Elastic constants of spinel-type Si3N4 (space group Fd-3m), computed with Ansatz 0.2.0 using density-functional theory with the PBEsol functional, PAW and plane waves up to 420 eV, without spin polarization. The 14-atom cell was sampled with a 6×6×6 k mesh and strained by an amplitude of 0.002, with the atoms relaxed in each strained cell. The rows were drawn from a pool: of 90 crystals with a measured lattice constant, 2 whose relaxed edge lies over 5 % from it were taken for other phases and got no table, so the agreement shown is better than for the whole pool.

| row | computed constant (GPa) | what it is | measured constant (GPa) | label in the paper, method, sample | source |
| --- | --- | --- | --- | --- | --- |
| 1 | 194 | C12 on the cell's Cartesian axes | n/a | n/a | n/a |
| 2 | n/a | n/a | 290 | bulk modulus, earlier experiment (Zerr et al.); not stated; powder | pmc:5355983 (2017) |
| 3 | n/a | n/a | 308 | bulk modulus, earlier experiment (Soignard et al.); not stated; powder | pmc:5355983 (2017) |
| 4 | n/a | n/a | 308 | B0, experimental column; quoted from earlier experiment; powder | arXiv:1003.2387 (2010) |
| 5 | 308.1 | bulk modulus (Hill) | n/a | n/a | n/a |
| 6 | 332 | C44 on the cell's Cartesian axes | n/a | n/a | n/a |
| 7 | 536 | C11 on the cell's Cartesian axes | n/a | n/a | n/a |

Spinel-type silicon nitride resists one kind of deformation far more than a simple picture of its bonds allows. C11 is the stress along a cube axis per unit stretch along that axis, with the crystal held from contracting sideways. C12 is the stress that the same stretch causes along a second cube axis. C44 is the resistance to a shear that tilts two cube axes towards each other. The calculation puts C44 at 332 GPa and C12 at 194 GPa, a gap of 138 GPa.

**Why the two might be equal**

Picture the crystal as atoms joined by springs that resist only a change of length. Take a spring that runs obliquely between the x and y axes. A stretch along x lengthens it, and because it is oblique it then also pulls along y, which gives C12. A shear in the xy plane lengthens the same spring, and its pull opposes the shear, which gives C44.

The two effects have the same weight. Let the spring have stiffness k, length r and a direction with components n_x and n_y, in a cell of volume V. A small stretch ε along x lengthens it by r n_x² ε, and a shear γ lengthens it by r n_x n_y γ. Turning the resulting force into stress gives, in both cases, a contribution of

k r² n_x² n_y² / V

to the elastic constant. Summed over all springs, C12 equals C44, which is known as the Cauchy relation. It holds for any forces that act along the line between two atoms and depend only on their distance, including the attraction between ions of fixed charge, provided that the crystal is free of stress and every atom follows the strain uniformly. The computed gap therefore means that one of these conditions fails.

**Is the crystal under stress?**

Under a pressure P, central forces give C12 − C44 = 2P. The computed gap would need P = −69 GPa, an enormous tension. The pressure left in the computed cell is smaller than 0.001 GPa in size, so stress is not the cause.

**Do the atoms shift inside the cell?**

This explanation is more tempting. Each nitrogen atom touches four silicon atoms, one at 1.78 Å and three at 1.88 Å, and its surroundings are not the same in opposite directions. When the crystal is strained, nitrogen can slide to a more comfortable place instead of following the strain uniformly. Such shifts do break the Cauchy relation, even when every force is central.

The energy gained by the shifts shows how much they matter. A strain ε stores the energy ½CVε², so an energy drop ΔE during relaxation lowers the constant C by 2ΔE/(Vε²). In the stretched cells the drop is at most 0.06 meV, or 0.07 meV if rounding is allowed for. With 14 atoms of 8.29 Å³ each, V is 116 Å³, and the strain is 0.002:

2 × 0.00007 eV / (116 Å³ × 0.002²) ≈ 0.30 eV/Å³ ≈ 48 GPa

This is the most by which the shifts can have lowered C11. Which energies belong to the stretch and which to the shear was inferred from their size. Both lie about 0.1 meV above the values expected from the elastic constants, but this offset drops out when energies of the same strained cell are compared.

The limit on C11 is also a limit on C12. A stretch along one axis is a uniform expansion combined with a change of shape. Shifts that respond to the expansion lower C11 and C12 equally, whereas shifts that respond to the change of shape lower C11 and raise C12. C12 can therefore have fallen by no more than C11 did.

If the atoms were held to the uniform strain, C12 would be at most 194 + 48 = 242 GPa. C44 would be no lower than 332 GPa, because relaxation can only soften a shear. A gap of about 90 GPa or more would remain in a crystal where central forces demand none. The shifts are real, but they account for about a third of the gap at most.

**Forces that depend on more than distance**

What remains is that the forces are not purely central: they depend on more than the distance between two atoms. Silicon and nitrogen share electrons in directed bonds, and such bonds are expected to resist bending as well as stretching. A uniform compression that every atom follows leaves all bond angles as they are, so stiff angles then add nothing to the bulk modulus. A shear changes the angles, so they raise C44. They also raise the resistance to a change of shape, (C11 − C12)/2, and at a fixed bulk modulus this lowers C12.

A second mechanism acts in the same direction. The electron cloud of a nitrogen ion may shrink when its neighbours close in from all sides, which makes compression easier. That lowers the bulk modulus and C12 with it, but should affect C44 much less, since a shear changes the average distance from nitrogen to its neighbours only a little. The elastic constants and the relaxation energies together show that non-central forces are at work; that stiff bond angles are the main source is a plausible reading of the bonding, not a result of the calculation.

For a related cubic crystal, the argument suggests asking what a shear does to the bonds. The more it must bend stiff, directed bonds, the further C44 should rise above C12, other things being equal.

**What the measured values test**

The measured values are bulk moduli of powders. The computed 308 GPa agrees with two of the entries, which may go back to one measurement, and lies 6% above the third. The near-perfect agreement should not be read as the accuracy of the method, since the calculation leaves out thermal and zero-point motion, which normally soften a crystal.

More important here, the bulk modulus is (C11 + 2C12)/3 and does not contain C44. A model with central forces could reproduce it exactly and still fail in shear. An engineer who took C12 from this calculation and set C44 equal to it would use 194 GPa in place of 332 GPa, about two fifths too low.

The open question is how the remaining gap divides between stiff bond angles and nitrogen ions that change size. Both leave C44 above C12, so the elastic constants of this one crystal do not separate them.

Output of the analysis:

```
Gap C44 minus C12 (GPa): 138
Ratio C44 over C12: 1.711
Bulk modulus from C11 and C12 (GPa): 308
Computed bulk modulus above lowest measured value (percent): 6.241
Computed bulk modulus minus highest measured value (GPa): 0.1
Shear stiffness (C11-C12)/2 (GPa): 171
Pressure that central forces would need for the gap (GPa): -69
Stretch energy expected from C11 (meV per cell): 0.7767
Stretch energy listed, mean of both signs (meV per cell): 0.91
Shear energy expected from C44 (meV per cell): 0.4811
Shear energy listed (meV per cell): 0.6
Energy drop by ion relaxation, first stretched cell (meV): 0.05
Energy drop by ion relaxation, second stretched cell (meV): 0.06
Energy drop by ion relaxation, sheared cell (meV): 0.01
Largest lowering of C11 by ion relaxation, rounding included (GPa): 48.31
Largest C12 possible with ions held to the uniform strain (GPa): 242.3
Smallest gap C44 minus C12 left without ion relaxation (GPa): 89.69
```
